## Appendix A. Closed solution of classical scattering in the inverse-square potential

### A.1 Premises and conventions

Two point particles of masses $M_1$ (projectile) and $M_2$ (target) interact through
$$V(r)=\frac{C}{r^{2}},$$
with $C>0$ for repulsion and $C<0$ for attraction. The collision is binary, elastic, non-relativistic and classical. The relative coordinate moves as one particle of reduced mass $\mu=M_1M_2/(M_1+M_2)$. Its initial speed is $g$, its impact parameter $b$, its energy $E=\tfrac12\mu g^2$ (the centre-of-mass energy) and its angular momentum $L=\mu g b$. The deflection $\chi$ is the rotation of the relative velocity, counted positive away from the centre. The observed scattering angle $\theta\in[0,\pi]$ obeys $\cos\theta=\cos\chi$. The only length in the problem is
$$\ell=\sqrt{|C|/E},$$
the radius at which $|V|=E$.

### A.2 Orbit and deflection function

A central force exerts no torque, so the motion is planar and $\mu r^2\dot\varphi=L$, that is $\dot\varphi=gb/r^2$. Energy conservation reads $\tfrac12\mu\dot r^2+L^2/(2\mu r^2)+V=E$. Dividing by $E$ and using $L^2/(2\mu E)=b^2$ gives
$$\dot r^{2}=g^{2}\left[1-\frac{b^{2}}{r^{2}}-\frac{V(r)}{E}\right]=g^2\left[1-\frac{B^2}{r^2}\right],\qquad B^2\equiv b^2+\frac{C}{E}.\tag{A1}$$
The potential has the same radial dependence as the centrifugal term and only shifts $b^2$ to $B^2$ in the radial motion, while the angular motion keeps $b$. This is the reason for the closed solution.

Take $B^2>0$ first. Then $\dot r$ vanishes at the single turning point $r_0=B$. The orbit is symmetric about the radius through $r_0$, because (A1) is invariant under time reversal about the instant of closest approach. Let $\varphi_0$ be the angle swept between $r_0$ and infinity. A straight line sweeps $\pi$ in all, so $\chi=\pi-2\varphi_0$. With $d\varphi/dr=\dot\varphi/\dot r$ and $u=1/r$, $du=-dr/r^2$,
$$\varphi_0=\int_{B}^{\infty}\frac{b\,dr}{r^2\sqrt{1-B^2/r^2}}=b\int_0^{1/B}\frac{du}{\sqrt{1-B^2u^2}}=\frac bB\,\arcsin(Bu)\Big|_0^{1/B}=\frac{\pi b}{2B}.$$
Hence
$$\chi(b)=\pi\left(1-\frac bB\right)=\pi\left[1-\left(1+\frac{C}{Eb^2}\right)^{-1/2}\right].\tag{A2}$$

The time dependence is also elementary and gives a second route to (A2). Multiplying (A1) by $4r^2$ gives $[d(r^2)/dt]^2=4g^2(r^2-B^2)$, which is solved by
$$r^2(t)=g^2t^2+B^2 .\tag{A3}$$
Then $\varphi(t)=\int_0^t gb\,dt'/(g^2t'^2+B^2)=(b/B)\arctan(gt/B)$, and the total swept angle is $\pi b/B$, as before. Eliminating $t$ gives the orbit $r=B/\cos(B\varphi/b)$.

For $b\gg\ell$, expansion of (A2) gives $\chi\simeq\pi C/(2Eb^2)$. The impulse approximation reproduces this. Along the straight path $r^2=b^2+z^2$ the transverse force is $2Cb/r^4$, the transverse momentum is $g^{-1}\int_{-\infty}^{\infty}2Cb\,(b^2+z^2)^{-2}dz=\pi C/(gb^2)$, and division by $\mu g$ with $\mu g^2=2E$ yields the same angle.

### A.3 Repulsion: differential cross section

For $C>0$, $B^2=b^2+\ell^2$, and $\chi$ falls monotonically from $\pi$ at $b=0$ to $0$ as $b\to\infty$. Thus $\theta=\chi$ and one impact parameter feeds each angle. Define $x=b/B=1-\chi/\pi\in[0,1)$. From $b^2=x^2(b^2+\ell^2)$,
$$b^2=\ell^2\frac{x^2}{1-x^2}=\ell^2\frac{(\pi-\chi)^2}{\chi(2\pi-\chi)},\qquad r_0=\frac{\ell}{\sqrt{1-x^2}},\tag{A4}$$
where $1-x^2=[\pi^2-(\pi-\chi)^2]/\pi^2=\chi(2\pi-\chi)/\pi^2$ was used. Particles that enter through the annulus $2\pi b\,db=\pi\,d(b^2)$ leave through the solid angle $2\pi\sin\chi\,|d\chi|$, so
$$\frac{d\sigma}{d\Omega}=\frac{1}{2\sin\chi}\left|\frac{d(b^2)}{d\chi}\right| .$$
Since $d(b^2)/dx=2\ell^2x/(1-x^2)^2$ and $|dx/d\chi|=1/\pi$,
$$\frac{d\sigma}{d\Omega}=\frac{\ell^2x}{\pi(1-x^2)^2\sin\chi}=\frac CE\,\frac{\pi^2(\pi-\chi)}{\chi^2(2\pi-\chi)^2\sin\chi}.\tag{A5}$$
The identity $(2\pi-\chi)^2-\chi^2=4\pi(\pi-\chi)$ turns this into
$$\frac{d\sigma}{d\Omega}=\frac{\pi\ell^2}{4\sin\chi}\left[\frac1{\chi^2}-\frac1{(2\pi-\chi)^2}\right].\tag{A6}$$
The angular shape does not depend on energy, and the magnitude scales as $1/E$. As $\chi\to\pi$, $(\pi-\chi)/\sin\chi\to1$ and the cross section tends to the finite value $\ell^2/\pi^2$. As $\chi\to0$ it grows as $\pi\ell^2/(4\chi^3)$. The cross section for deflection beyond $\chi$ is $\pi b^2(\chi)$, which grows as $\pi^2\ell^2/(2\chi)$, so the classical total cross section is infinite.

### A.4 Transport cross sections and energy transfer

The weighted cross sections converge. For momentum transfer, $1-\cos\chi=2\sin^2(\chi/2)=2\cos^2(\pi x/2)$, so
$$Q^{(1)}=\int(1-\cos\chi)\,d\sigma=2\pi\ell^2J_1,\qquad J_1=\int_{x=0}^{1}\cos^2\!\frac{\pi x}{2}\;d\!\left[\frac{x^2}{1-x^2}\right].$$
Integrate by parts. The boundary term vanishes at $x=0$, and also at $x=1$, where a double zero multiplies a simple pole. With $d\cos^2(\pi x/2)=-(\pi/2)\sin(\pi x)\,dx$ and $x^2/(1-x^2)=-1+\tfrac12[(1-x)^{-1}+(1+x)^{-1}]$,
$$J_1=-1+\frac\pi4\left[\int_0^1\frac{\sin\pi x}{1-x}dx+\int_0^1\frac{\sin\pi x}{1+x}dx\right].$$
The shift $y=1-x$ makes the first integral $\mathrm{Si}(\pi)$, where $\mathrm{Si}(z)=\int_0^z(\sin s/s)\,ds$. The shift $y=1+x$ makes the second $-[\mathrm{Si}(2\pi)-\mathrm{Si}(\pi)]$. Therefore
$$J_1=\frac\pi4\left[2\,\mathrm{Si}(\pi)-\mathrm{Si}(2\pi)\right]-1=0.7952 .\tag{A7}$$
For the weight $\sin^2\chi=\sin^2\pi x$, which governs viscosity, the same steps apply with $d\sin^2\pi x=\pi\sin(2\pi x)\,dx$. The constant term integrates to zero, the two shifted integrals are $-\mathrm{Si}(2\pi)$ and $\mathrm{Si}(4\pi)-\mathrm{Si}(2\pi)$, and
$$Q^{(2)}=\int\sin^2\chi\,d\sigma=2\pi\ell^2J_2,\qquad J_2=\frac\pi4\left[2\,\mathrm{Si}(2\pi)-\mathrm{Si}(4\pi)\right]=1.0557 .$$

Let the target be at rest in the laboratory and let the projectile have energy $E_0=\tfrac12M_1g^2$, so that $E=E_0M_2/(M_1+M_2)$. The relative momentum $\mu g$ is rotated by $\chi$, so the target receives a momentum $2\mu g\sin(\chi/2)$ and an energy
$$T=\frac{[2\mu g\sin(\chi/2)]^2}{2M_2}=\gamma E_0\sin^2\frac\chi2,\qquad\gamma=\frac{4M_1M_2}{(M_1+M_2)^2}.$$
The final projectile velocity is the centre-of-mass velocity $M_1g/(M_1+M_2)$ along the beam plus a vector of length $M_2g/(M_1+M_2)$ at angle $\chi$, which gives the laboratory angle $\tan\theta_1=\sin\chi/(\cos\chi+M_1/M_2)$. The elastic (so-called nuclear) stopping cross section is
$$S_n=\int T\,d\sigma=\gamma E_0\,\pi\ell^2J_1=4\pi J_1\,C\,\frac{M_1}{M_1+M_2},\tag{A8}$$
because $\gamma E_0/E=4M_1/(M_1+M_2)$. It is independent of energy.

### A.5 Attraction: fall to the centre and spiralling orbits

For $C<0$, $B^2=b^2-\ell^2$. If $b<\ell$, then $B^2<0$, the bracket in (A1) exceeds unity at every $r$, and no turning point exists. Equation (A3) still solves (A1). On the incoming branch $t<0$ it gives $r=0$ at $t=-|B|/g$, so the centre is reached in a finite time from any finite radius. Near that instant $r^2$ vanishes linearly in time, and $\int gb\,dt/r^2$ diverges logarithmically for $b\ne0$: the orbit winds an unbounded number of times. All trajectories with $b<\ell$ are captured and none with $b>\ell$, so
$$\sigma_{\rm cap}=\pi\ell^2=\frac{\pi|C|}{E}.\tag{A9}$$

For $b>\ell$, (A2) holds with $\chi<0$, and $|\chi|\to\infty$ as $b\to\ell^+$. Put $y=b/B=1+|\chi|/\pi>1$. Then $b^2=\ell^2y^2/(y^2-1)$ and $|d(b^2)/dy|=2\ell^2y/(y^2-1)^2$. An observed angle $\theta=\pi s$ is reached by $|\chi|=2\pi n+\theta$ with $n\ge0$ and by $|\chi|=2\pi n-\theta$ with $n\ge1$, that is $y=2n+1\pm s$. Each branch contributes $\ell^2y/[\pi(y^2-1)^2\sin\theta]$. Since $y/(y^2-1)^2=\tfrac14[(y-1)^{-2}-(y+1)^{-2}]$ and $y$ advances in steps of 2, both series telescope, to $1/(4s^2)$ and to $1/[4(2-s)^2]$. The elastic cross section of the uncaptured trajectories is
$$\frac{d\sigma}{d\Omega}=\frac{\pi\ell^2}{4\sin\theta}\left[\frac1{\theta^2}+\frac1{(2\pi-\theta)^2}\right],\tag{A10}$$
which differs from (A6) in one sign. That sign leaves a $1/\sin\theta$ divergence at $\theta=\pi$, a backward glory, produced by orbits of finite $b$ that leave along the axis.

### A.6 Locked-dipole capture rate

An ion of charge magnitude $q$ and a point dipole of moment $D$ interact through $-qD\cos\vartheta/(4\pi\varepsilon_0r^2)$, with $\vartheta$ measured from the orientation of lowest energy. The locked-dipole model sets $\cos\vartheta=1$ along the whole path, which gives a central potential with $|C|=qD/(4\pi\varepsilon_0)$. For a Maxwell distribution of relative speeds at temperature $T_g$,
$$k=\langle g\sigma_{\rm cap}\rangle=\frac{2\pi|C|}{\mu}\left\langle\frac1g\right\rangle,$$
$$\left\langle\frac1g\right\rangle=4\pi\left(\frac{\mu}{2\pi k_BT_g}\right)^{3/2}\int_0^\infty g\,e^{-\mu g^2/2k_BT_g}dg=\left(\frac{2\mu}{\pi k_BT_g}\right)^{1/2},$$
where the integral equals $k_BT_g/\mu$. Hence
$$k_{\rm LD}=\frac{qD}{4\pi\varepsilon_0}\left(\frac{8\pi}{\mu k_BT_g}\right)^{1/2}\propto T_g^{-1/2}.\tag{A11}$$
The polarisation attraction $-C_4/r^4$ can be kept exactly. The bracket in (A1) becomes $1-B^2/r^2+C_4/(Er^4)$. For $B^2>0$ the function $B^2/r^2-C_4/(Er^4)$ has its maximum $EB^4/(4C_4)$ at $r^2=2C_4/(EB^2)$, and capture needs this maximum to be below unity, $B^2<2\sqrt{C_4/E}$. So $\sigma_{\rm cap}=\pi|C|/E+2\pi\sqrt{C_4/E}$. In the second term $g\sigma=2\pi\sqrt{2C_4/\mu}$ is independent of speed, and the rate is the sum of (A11) and this temperature-independent Langevin rate. The pure $T_g^{-1/2}$ law holds only while (A11) is the larger term, which requires $k_BT_g\ll C^2/(\pi C_4)$.

### A.7 Range of validity

**Classical mechanics.** The radial equation for $w(r)=rR_l(r)$ is $w''+[k^2-(\nu^2-\tfrac14)/r^2]w=0$, with $k=\mu g/\hbar$, $\lambda=l+\tfrac12$, $\Lambda^2=2\mu|C|/\hbar^2$ and $\nu^2=\lambda^2\pm\Lambda^2$ (upper sign for repulsion). For repulsion the regular solution is $\sqrt r\,J_\nu(kr)\to\cos(kr-\nu\pi/2-\pi/4)$ up to a constant factor. The free solution has $\nu=\lambda$, so the phase shift is exactly
$$\delta_l=\frac\pi2\left(\lambda-\sqrt{\lambda^2+\Lambda^2}\right).$$
It is independent of energy, and $2\,d\delta/d\lambda=\pi(1-\lambda/\nu)$ is (A2) with $b=\lambda/k$ and $\ell=\Lambda/k$. The classical cross section follows from a stationary-phase evaluation of the partial-wave sum, which needs large phases. This demands $\Lambda\gg1$ at every energy. For $\lambda\gg\Lambda$, $|\delta|\simeq\pi\Lambda^2/(4\lambda)$ drops to unity at $\lambda=\pi\Lambda^2/4$, where $\chi\simeq\pi\Lambda^2/(2\lambda^2)=8/(\pi\Lambda^2)$ and $b=\pi\Lambda\ell/4$. Below that angle (A5) fails. The quantum total cross section $(4\pi/k^2)\sum(2l+1)\sin^2\delta_l$ is also infinite, but it diverges only logarithmically, because its terms fall as $\pi^2\Lambda^4/(8\lambda)$ at large $\lambda$. It becomes finite when the $r^{-2}$ tail is cut off or screened, which makes the terms fall faster. For attraction, the partial waves with $\lambda<\Lambda$ have imaginary order $\nu=i|\nu|$. A purely ingoing wave at the origin, $\sqrt r\,J_{-i|\nu|}(kr)$, has an outgoing-to-incoming amplitude ratio $e^{-\pi|\nu|}$. For $\Lambda\gg1$ nearly all these waves are fully absorbed, and $(\pi/k^2)\sum(2l+1)\simeq\pi\Lambda^2/k^2$ is (A9). No partial wave falls to the centre if $\Lambda^2<\tfrac14$.

**Locking.** The rate integrand $g\sigma_{\rm cap}$ times the Maxwell energy distribution is proportional to $e^{-E/k_BT_g}$, so the mean energy of captured pairs is $k_BT_g$. Capture is decided near $r\sim\ell$, where the aligning energy is $|V|=E\sim k_BT_g$. A classical linear rotor at the same temperature carries a mean rotational energy $k_BT_g$. The neglected rotational energy therefore equals the effect itself in size, and (A11) is an estimate from the strongest possible attraction, not a prediction to better than a factor of order unity. For a linear rotor of rotational constant $B_{\rm rot}$ in its ground state, with $\omega=|C|/r^2$, the adiabatic energy is $-\omega+\sqrt{2B_{\rm rot}\omega}$ for $\omega\gg B_{\rm rot}$ (zero-point libration in two dimensions) and $-\omega^2/(6B_{\rm rot})$ for $\omega\ll B_{\rm rot}$ (second-order Stark shift). The first correction has relative size $\sqrt{2B_{\rm rot}/E}$ at $r=\ell$. This is 0.09 for a typical $B_{\rm rot}$ of $10^{-4}$ eV and $E=k_BT_g=0.0259$ eV at 300 K. The second form varies as $r^{-4}$ and ends the $T_g^{-1/2}$ rise once $k_BT_g\lesssim B_{\rm rot}$.

**Form of the potential.** Between real atoms $C/r^2$ is a local fit. For a general repulsive potential put $W(r)=r^2V(r)/E$. The turning point obeys $r_0^2=b^2+W(r_0)$. With $r=r_0/\sin\tau$ the bracket in (A1) equals $\cos^2\tau+\sin^2\tau\,[W(r_0)-W(r)]/r_0^2$, and $dr/r^2=-\cos\tau\,d\tau/r_0$, so
$$\chi=\pi-\frac{2b}{r_0}\int_0^{\pi/2}\left[1+\tan^2\tau\,\frac{W(r_0)-W(r_0/\sin\tau)}{r_0^2}\right]^{-1/2}d\tau .\tag{A12}$$
Constant $W$ returns (A2). The factor $\tan^2\tau$ weights radii close to $r_0$, so the closed solution is useful when $r^2V$ is nearly stationary around the turning point.

**Binary elastic collisions.** In a solid, $b$ must stay below about half the nearest-neighbour distance, and electronic energy loss is outside the model. Both limits are sized below.

### A.8 Numerical illustration: 2 keV N$^+$ on Si

*Inputs.* $Z_1=7$, $Z_2=14$, and approximate masses $M_1=14.01$ u, $M_2=28.09$ u. The interaction is the screened Coulomb form $V=(A/r)\,\phi(r/a)$ with $A=Z_1Z_2e^2/(4\pi\varepsilon_0)=98\times14.40$ eV Å $=1411$ eV Å. The charge state of the ion is ignored in the screening. The screening length is taken in Lindhard's form $a=0.8853\,a_0(Z_1^{2/3}+Z_2^{2/3})^{-1/2}$, with $0.8853=(9\pi^2/128)^{1/3}$ and $a_0=0.5292$ Å. The bracket is 9.468, so $a=0.1523$ Å. The Thomas–Fermi function is represented by Molière's approximation, used as a given input:
$$\phi(\xi)=0.35e^{-0.3\xi}+0.55e^{-1.2\xi}+0.10e^{-6\xi},\qquad\xi=r/a .$$

*Fit.* One has $r^2V=Aa\,\xi\phi(\xi)$.

| $\xi$ | 0.5 | 1 | 2 | 4 | 6 | 10 |
|---|---|---|---|---|---|---|
| $\xi\phi$ | 0.304 | 0.425 | 0.484 | 0.440 | 0.350 | 0.174 |

The maximum, $\kappa=0.484$, lies at $\xi=2.14$. There $d\ln V/d\ln r=-2$, and the tangent fit is $C=\kappa Aa=104$ eV Å$^2$. The screened potential lies 12 % below the fit at $\xi=1$ and 9 % below it at $\xi=4$, and this interval is taken as the window of the fit.

*Kinematics.* For $E_0=2000$ eV, $E=1334$ eV, the reduced energy is $\epsilon=aE/A=0.144$, and $\ell=\sqrt{C/E}=0.2792$ Å $=1.83\,a$. Further $M_1/M_2=0.4988$, $\gamma=0.8881$ and $\gamma E_0=1776$ eV. Equations (A4), (A5) and the relations of A.4 give the first six columns of the table. The last column is (A12), integrated numerically for the Molière potential at the same $b$ and $E$, with $W=a^2\xi\phi/\epsilon$.

| $\chi$ (deg) | $b$ (Å) | $r_0/a$ | $d\sigma/d\Omega$ (Å$^2$/sr) | $\theta_1$ (deg) | $T$ (eV) | $\chi$ screened (deg) |
|---|---|---|---|---|---|---|
| 3 | 1.51 | 10.1 | 427 | 2.0 | 1.2 | 1.7 |
| 10 | 0.802 | 5.58 | 11.6 | 6.7 | 13.5 | 9.6 |
| 30 | 0.421 | 3.32 | 0.443 | 20.1 | 119 | 31 |
| 90 | 0.161 | 2.12 | 0.0221 | 63.5 | 888 | 91 |
| 150 | 0.0472 | 1.86 | 0.00875 | 126.3 | 1657 | 150 |

The cross section refers to the centre-of-mass solid angle. Its figures are those of the $r^{-2}$ model with the stated $C$. Since $C$ was fitted to the same screened potential, the last column shows only how far the local fit carries. From 10° upward the two angles differ by about one degree or less. At 30° and 90° the screened potential deflects slightly more although it lies below the fit, because beyond $\xi=2.14$ it is steeper than $r^{-2}$, which makes the integrand of (A12) smaller than unity. At $r_0\approx10\,a$ the fit gives 3° against 1.7°, and since $T\propto\chi^2$ at small angles it overstates the energy transfer by a factor of about 3.

*Derived quantities.* Backscattering in the laboratory, $\theta_1>90°$, requires $\cos\chi<-M_1/M_2$, that is $\chi>119.9°$. Equation (A4) gives $\pi b^2=0.0307$ Å$^2$ for it. With $M_1/(M_1+M_2)=0.3328$, (A8) gives $S_n\approx3.5\times10^2$ eV Å$^2$. A typical atomic density of silicon of 0.050 Å$^{-3}$ turns this into an elastic loss of about 17 eV/Å. Collisions with $\chi<10°$, where the fit degrades, supply 8.6 % of the integral $J_1$, so two figures are all that the model supports.

*Limits in this case.* The reduced mass is 9.348 u, so $\Lambda^2=4.65\times10^5$ and $\Lambda=682$. Classical mechanics would fail only below $5.5\times10^{-6}$ rad, at $b\approx15$ nm, far beyond the reach of the fit. The binary picture ends much earlier. Half of the typical nearest-neighbour distance of 2.35 Å is about 1.2 Å, where (A2) gives 4.7°, so the first row of the table lies outside it. The projectile speed is $1.66\times10^5$ m/s, or 0.0759 of the Bohr velocity $v_0=\alpha c$. The Lindhard–Scharff estimate of electronic stopping, taken as a given formula, $S_e=Z_1^{1/6}\,8\pi a_0A\,(Z_1^{2/3}+Z_2^{2/3})^{-3/2}\,v/v_0$, yields about 68 eV Å$^2$, or 0.2 of $S_n$. It cannot be dropped in a range estimate. The energy window follows from the window in $\xi$. Head-on collisions stay outside $r=a$ if $E\le C/a^2=4.5$ keV, that is $E_0\le6.7$ keV. Collisions with $\chi\ge30°$ have $r_0\le1.81\,\ell$ by (A4), and they stay inside $4a$ if $E\ge0.92$ keV, that is $E_0\ge1.4$ keV. For N$^+$ on Si the closed solution thus describes the hard collisions between about 1.4 and 6.7 keV.